# Interstitial–substitutional zinc diffusion and the abrupt front

## Statement

Zinc in GaAs and InP is stored mainly as an immobile acceptor $\mathrm{Zn_s^-}$ on the group-III site (concentration $C$) and travels as a rare, fast interstitial donor $\mathrm{Zn_i^+}$ (concentration $C_i\ll C$, diffusivity $D_i$). Assume local equilibrium between the two, native point defects in equilibrium with an outside reservoir, full ionisation, Boltzmann statistics and local neutrality $p=C$. Then

$$C_i=KC^3,\qquad D_{\rm eff}=D_s\left(\frac{C}{C_0}\right)^2,\qquad D_s=2D_iKC_0^2 ,$$

where $C_0$ is the surface concentration and the factor 2 includes drift in the built-in field. For $C_0$ held constant from $t=0$ on a half-space $x>0$, the profile ends at

$$x_j=\lambda\sqrt{D_st},\qquad \lambda=1.0903,$$

and near that depth $C\simeq\lambda C_0\sqrt{1-x/x_j}$. The dose is $Q=0.753\,C_0\sqrt{D_st}$.

The numbers below describe a planar $p^+n$ junction in the InP cap of a photodiode. The illustrative inputs are $T=800$ K, $t=900$ s, $C_0=2\times10^{18}$ cm$^{-3}$ ($2\times10^{-3}$ nm$^{-3}$), background donors $N_D=1\times10^{16}$ cm$^{-3}$ and $D_s=2500$ nm$^2$ s$^{-1}$. $D_s$ was chosen so that the depth falls in the range of one to a few thousand nm typical of such junctions, and every depth quoted is the model's.

## Estimate by hand

**Exponent.** Turning a donor interstitial into an acceptor releases two holes. Mass action then makes the mobile fraction $C_i/C$ proportional to $p^2$, and with $p=C$ the diffusivity goes as $C^2$. Where zinc is dilute there are few holes, almost no zinc is mobile, and the profile cannot grow a tail.

**Shape.** Treat the profile as a rigid wave moving at speed $v$ into zinc-free crystal. The flux through any plane is then $vC$:

$$vC=-D_s\frac{C^2}{C_0^2}\frac{dC}{dx}\quad\Rightarrow\quad \frac{C^2}{C_0^2}=\frac{2v\,(x_j-x)}{D_s}.$$

**Depth.** The only length is $L=\sqrt{D_st}$, so $x_j\propto\sqrt t$ and $v=x_j/2t$. Stretching the wave back to the surface, $C=C_0$ at $x=0$, gives $2vx_j=D_s$, so $x_j^2=D_st$ and $\lambda_{\rm hand}=1$.

**Numbers.** $L=\sqrt{2500\times900}=1500$ nm and $v\approx0.8$ nm s$^{-1}$. The concentration is about $0.7\,C_0$ at half depth, and the drop from $0.1\,C_0$ to zero takes the last hundredth of the depth, 15 nm. The mean of $\sqrt{1-x/x_j}$ is $2/3$, so $Q\approx2\times10^{14}$ cm$^{-2}$.

## Careful calculation

### The diffusivity

In the Frank–Turnbull route, $\mathrm{Zn_i^+}+V^0\rightleftharpoons\mathrm{Zn_s^-}+2h^+$ with $V$ a group-III vacancy, and a fixed $[V^0]$ gives $C_i=KCp^2$. A vacancy of charge $-m$ gives the same law, because $[V^{m-}]\propto p^{-m}$ while only $2-m$ holes are released. So does the kick-out route, $\mathrm{Zn_i^+}+(k-2)h^+\rightleftharpoons\mathrm{Zn_s^-}+I^{k+}$, with a group-III self-interstitial obeying $[I^{k+}]\propto p^k$. As long as the native defects stay in equilibrium, the law does not depend on the mechanism.

Holes equilibrate far faster than zinc moves, so $p\propto e^{-q\phi/k_BT}$ with $\phi$ the electrostatic potential and $q>0$. The interstitial carries the same charge, and its flux, with the Einstein relation, is

$$J=-D_i\left(\frac{\partial C_i}{\partial x}+C_i\frac{q}{k_BT}\frac{\partial\phi}{\partial x}\right)=-D_iC_i\,\frac{\partial}{\partial x}\ln\frac{C_i}{p}=-D_iKCp^2\,\frac{\partial}{\partial x}\ln(Cp).$$

With $p=C$ this is $J=-2D_iKC^2\,\partial C/\partial x$. The gradient of $C_i$ alone would give a factor 3; the field that holds the holes back also holds back $\mathrm{Zn_i^+}$ and removes one unit. The exponent is unaffected. At fixed $D_iK$, $x_j\propto C_0$, so a 5 % change in surface concentration moves the junction by 5 %.

### Similarity equation

With $C_i\ll C$ and $u=C/C_0$, continuity reads $\partial_tu=D_s\,\partial_x(u^2\partial_xu)$. For $u=u(\eta)$, $\eta=x/L$, it becomes $(u^2u')'+\tfrac12\eta u'=0$, and in terms of $w=u^2$

$$w\,w''+\tfrac12w'^2+\tfrac12\eta\,w'=0 .$$

At a front $\eta=\lambda$, where $w=0$ with finite $w''$ and nonzero slope, this forces $w'=-\lambda$. Thus $w$ vanishes linearly and $u$ as a square root, while the flux $\propto u^2u'\propto\sqrt{\lambda-\eta}$ goes to zero. Put $s=1-x/x_j$ and $w=\lambda^2W(s)$; $\lambda$ drops out:

$$2WW_{ss}+W_s^2-(1-s)W_s=0,\qquad W(0)=0,\quad W_s(0)=1 .$$

The surface condition $w=1$ at $s=1$ gives $\lambda=W(1)^{-1/2}$.

### Series from the front

Inserting $W=\sum_{k\ge1}a_ks^k$ with $a_1=1$, the coefficient of $s^m$ gives

$$a_{m+1}=-\frac{m\,a_m+\sum_{i+j=m+2,\ i,j\ge2}\,[\,2j(j-1)+ij\,]\,a_ia_j}{(m+1)(2m+1)},$$

$$W=s-\frac{s^2}{6}+\frac{s^3}{135}+\frac{s^4}{2268}+\frac{s^5}{141750}+\dots$$

with $a_6=-2.36\times10^{-6}$, $a_7=-3.58\times10^{-7}$ and $a_8=-2.4\times10^{-8}$.

| last term kept | $W(1)$ | $\lambda$ | $x_j$ (nm) |
|---|---|---|---|
| $s$ | 1 | 1 | 1500 |
| $s^2$ | 0.83333 | 1.0954 | 1643 |
| $s^3$ | 0.84074 | 1.0906 | 1636 |
| $s^4$ | 0.84118 | 1.0903 | 1635 |
| $s^8$ | 0.84119 | 1.0903 | 1635 |

An exact identity tests the sum. Two integrations by parts give $\frac{d}{dt}\int_0^{x_j}xu\,dx=\tfrac13D_s$, so $\lambda^3\int_0^1(1-s)\sqrt W\,ds=\tfrac13$, and the series through $s^8$ returns 0.33333.

The profile $u=\lambda\sqrt W$ is 0.739, 0.342 and 0.109 at $x/x_j=0.5$, 0.9 and 0.99, and it falls from 0.1 to zero over the last 14 nm. Since $Q\propto\sqrt t$, $Q=2tJ(0)$, which gives $Q/(C_0x_j)=W_s(1)=0.6907$, $Q=0.753\,C_0L$ and $Q=2.26\times10^{14}$ cm$^{-2}$.

### How abrupt the junction is

With $\varepsilon=N_D/C_0=0.005$, the level $C=N_D$ lies formally $\varepsilon^2L/\lambda=0.03$ nm behind the front, so junction and front coincide. A constant diffusivity $D_s$ would give $u=\operatorname{erfc}(x/2L)$, a junction at 5955 nm, and 7384 nm for a tenfold lower $N_D$. In the $C^2$ law the background enters only through the correction of about 12 nm worked out below.

## Why the two differ

The hand value lies 135 nm, or 8.3 %, below the careful one. The two agree on the exponent at the front and on the slope relation $w'=-\lambda$, and differ in one assumption about the flux behind the front. The flux through a plane equals the rate at which zinc accumulates beyond it, and for a similarity profile $\partial_tC=-(x/2t)\,\partial_xC$, so exactly

$$J(x)=\frac1{2t}\left[xC(x)+\int_x^{x_j}C\,dx'\right],\qquad W_s=1-s+\frac{1}{\sqrt W}\int_0^s\sqrt W\,ds' .$$

The second form follows from $J/C=-\tfrac12D_s\,\partial_xu^2=(x_j/2t)\,W_s$. The rigid wave has $J=(x_j/2t)\,C$, which amounts to replacing the integral by the rectangle $(x_j-x)\,C(x)$. Because $C$ decreases with depth, the rectangle is too large. Physically, a level of fixed concentration at depth $x$ advances at $x/2t$, and the level at the surface does not advance at all, whereas the rigid wave moves every level at the speed of the front. It therefore demands too much flux, too steep a gradient, and uses up the available drop in $C^2$ over too short a distance. Hence $W_s\le1$, $W(1)\le1$ and $\lambda\ge1$: the hand value is a lower bound.

The size follows from one area. Under a square-root profile the integral is $\tfrac23$ of the rectangle, so $W_s=1-s/3$ and $W=s-s^2/6$, the second term of the series. The rigid wave overstates $J/C$ by nothing at the front and by a third of the front speed at the surface, a sixth on average, and the depth responds as the inverse square root: $\sqrt{6/5}=1.0954$, or $+143$ nm. The true profile is fuller than a square root, with filling 0.6907 instead of $\tfrac23$, so it carries slightly more flux than this first correction allows. The $s^3$ term takes back 7 nm and all further terms together less than 1 nm. The dose differs more, 0.753 against 0.667, because the larger depth and the fuller shape multiply. Putting the bare shape $u=\sqrt s$ into the moment identity gives $\lambda=\sqrt{5/4}=1.118$, an upper bound because $W$ is concave on $0\le s\le1$ and so $u\ge\sqrt s$.

The same argument for $D_{\rm eff}\propto C^n$, where an interstitial of charge $+j$ gives $n=j+1$, yields $\lambda_{\rm hand}=\sqrt{2/n}$ and, after the first correction, $\lambda\approx\sqrt{4(n+1)/[n(2n+1)]}$, which is 1.633, 1.095 and 0.873 for $n=1,2,3$. The steeper the law, the closer the profile is to a rectangle and the better the rigid wave.

## Size of the neglected terms in InP at 800 K

**Band quantities.** Compiled values are the 0 K gap 1.4236 eV, the electron mass $0.0795\,m_e$ and the Luttinger parameters $\gamma_1=5.08$, $\gamma_2=1.6$, $\gamma_3=2.1$ (Vurgaftman 2001), and the 300 K static dielectric constant 12.34 (Rakita 2019), used unchanged at 800 K. With approximate Varshni parameters $0.363\times10^{-3}$ eV K$^{-1}$ and 162 K, $E_g=1.182$ eV, and $k_BT=0.0689$ eV. In the spherical approximation $\bar\gamma=(2\gamma_2+3\gamma_3)/5=1.9$ and the hole masses $1/(\gamma_1\mp2\bar\gamma)$ are 0.781 and 0.113. Parabolic bands, $N=2(2\pi mk_BT/h^2)^{3/2}$ with both hole bands summed, give $N_c=2.4\times10^{18}$, $N_v=8.0\times10^{19}$ and $n_i=\sqrt{N_cN_v}\,e^{-E_g/2k_BT}=2.6\times10^{15}$ cm$^{-3}$. So $n_i/C_0=1.3\times10^{-3}$, and the crystal is strongly extrinsic even if nonparabolicity and the split-off band were to double $n_i$. Degeneracy is weak: $C_0/N_v=0.025$, and the leading Fermi–Dirac correction to the reduced Fermi level, $C_0/(\sqrt8N_v)$, is 0.009.

**Background donors.** With $p-n=C-N_D$ and $pn=n_i^2$, one has $d\ln p/d\ln C=C/(p+n)$ and

$$D_{\rm eff}=\frac{D_s}2\frac{p^2}{C_0^2}\left(1+\frac{C}{p+n}\right)\ \to\ D_s\,(u-\varepsilon)\left(u-\frac\varepsilon2\right)$$

for $u>\varepsilon$ and $n_i\to0$. In the rigid-wave balance $vx_j=\int D_{\rm eff}\,du/u$ this multiplies $x_j^2$ by $1-3\varepsilon$ to first order. At fixed $D_iK$ the depth falls by about 0.7 %, or 12 nm.

**Local neutrality.** The Debye length $L_D=\sqrt{\epsilon k_BT/q^2C}$, with $\epsilon$ the permittivity, is $L_{D0}=4.8$ nm at $C_0$. At a distance $y$ behind the front, $u=\sqrt{\lambda y/L}$ and the profile varies over $C/|C'|=2y$. Setting $2y=L_{D0}u^{-1/2}$ gives $y=[\tfrac12L_{D0}(L/\lambda)^{1/4}]^{4/5}\approx9$ nm, where $C\approx1.6\times10^{17}$ cm$^{-3}$. The square-root law holds behind this layer and says nothing reliable inside it. The 0.03 nm offset has no physical content, and the neutral theory fixes the front to about 10 nm.

**Incomplete ionisation.** This is the one term that rivals the gap between hand and careful values. If neutral acceptors also store zinc, $C=p(1+gp)$ with $g=4e^{E_A/k_BT}/N_v$ for a fourfold ground state, and $J=-Ap^2\,\partial_xp$ with $A=2D_iK$. Let $p_0$ be the surface hole density and $b=gp_0$, so $b(1+b)=gC_0$. An approximate isolated binding energy $E_A=0.046$ eV gives $b=0.17$. Screening lowers $E_A$ by about $q^2/4\pi\epsilon L_{D0}=0.024$ eV to 0.022 eV, which gives $b=0.12$. With $D_s$ now meaning the actual surface diffusivity $Ap_0^2/(1+2b)$, the rigid-wave balance gives

$$\frac{x_j^2}{D_st}=2(1+2b)\int_0^1\frac{z\,dz}{1+bz}=2(1+2b)\left[\frac1b-\frac{\ln(1+b)}{b^2}\right],$$

which is 1.21 for $b=0.17$ and 1.15 for $b=0.12$ in place of 1. The depth rises by 7 to 10 %, and a $D_s$ inferred from a depth with $\lambda=1.0903$ comes out too high by those factors. The square-root edge survives, since ionisation is complete where $p$ is small.

The coefficient 1.0903 is therefore a property of the $C^2$ equation. The model's depth for the chosen inputs is 1635 nm, and as a statement about a junction it supports two figures at most. As typical knowledge, zinc diffused into InP from a rich source often has a total concentration near the surface that exceeds the hole density by a factor of a few, and native defects driven out of equilibrium can produce kinked or double fronts. Both break $p=C$ or the constancy of $K$, and in such cases the $\sqrt t$ scaling under a constant source can persist while the coefficient and the shape behind the front change.